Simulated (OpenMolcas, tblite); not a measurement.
## InPH4O (SMILES O[PH][InH2]): the energy, rung by rung

The species is InPH4O (7 atoms), meant as a singlet with charge 0. SMILES: `O[PH][InH2]`. Geometry: relaxed at PBE0-D4/def2-TZVP. This is one conformer, not always the lowest.

| atom | x (Å) | y (Å) | z (Å) |
| --- | --- | --- | --- |
| O | -1.8445 | 0.1469 | 0.0792 |
| P | -0.6228 | -0.3700 | -0.9355 |
| In | 1.3969 | 0.3659 | 0.3459 |
| H | -2.6343 | 0.3118 | -0.4419 |
| H | -0.4837 | -1.7221 | -0.4922 |
| H | 1.2782 | 1.6232 | 1.5180 |
| H | 2.9101 | -0.3557 | -0.0735 |

Quantity: the energy change with the O1–H4 bond stretched from 0.960 to 1.105 Å, in eV. The values are calculated.

| level | kind | program | value (eV) | less CCSD(T)/def2-SVPD | CPU time (all runs) |
| --- | --- | --- | --- | --- | --- |
| IPEA1-xTB | semi-empirical | tblite | 0.49 | +0.13 | under 2 s |
| HF/def2-SVPD (core potential) (restricted) | Hartree–Fock | OpenMolcas | 0.55 | +0.19 | 32 s |
| BLYP/def2-SVPD (core potential) (restricted) | GGA | OpenMolcas | 0.29 | -0.07 | 1.8 min |
| PBE/def2-SVPD (core potential) (restricted) | GGA | OpenMolcas | 0.31 | -0.05 | 1.7 min |
| M06-L/def2-SVPD (core potential) (restricted) | meta-GGA | OpenMolcas | 0.39 | +0.03 | 2.1 min |
| TPSS/def2-SVPD (core potential) (restricted) | meta-GGA | OpenMolcas | 0.31 | -0.05 | 2.1 min |
| B3LYP/def2-SVPD (core potential) (restricted) | global hybrid | OpenMolcas | 0.37 | +0.01 | 91 s |
| B2PLYP/def2-SVPD (core potential) (restricted) | double hybrid | OpenMolcas | 0.37 | +0.01 | 70 s |
| MP2/def2-SVPD (core potential) (restricted) | perturbation theory | OpenMolcas | 0.36 | 0.00 | 31 s |
| CCSD(T)/def2-SVPD (Cholesky decomposition, core potential) (restricted) | coupled cluster or CI | OpenMolcas | 0.36 | 0.00 | 32 min |

CCSD(T)/def2-SVPD (Cholesky decomposition, core potential) (restricted) is the highest level here, not the true value. The first shape isn't each level's own minimum. The values span 0.29 to 0.55 eV. In the correlated wave-function rows the outer d shell of In is correlated, in sets not made for it. Times are those of the runs behind each value, whatever else they computed, on shared processors of several kinds: orders of magnitude only.

Stretching the O–H bond costs 0.36 eV at the coupled-cluster level, and Hartree–Fock makes the bond far too stiff at 0.55 eV. Correlation lowers the cost because mixing in O–H antibonding character, which keeps the electrons apart, helps more as the bond lengthens. MP2 already recovers this effect, as expected for a closed-shell bond still far from breaking.

BLYP, PBE and TPSS err the other way, probably because semilocal functionals favour longer, softer O–H bonds. Going from BLYP to B3LYP raises the cost from 0.29 to 0.37 eV, in line with the stiffening that exact exchange usually brings. Yet M06-L reaches 0.39 eV without any, so exact exchange is not the only route to a stiffer bond, and TPSS, level with PBE, shows that the meta-GGA form alone does not guarantee one.

The stretch mainly probes a local, polar O–H bond, so the close agreement of B3LYP, B2PLYP and MP2 with coupled cluster says little about how well they would describe the softer In–P bond.
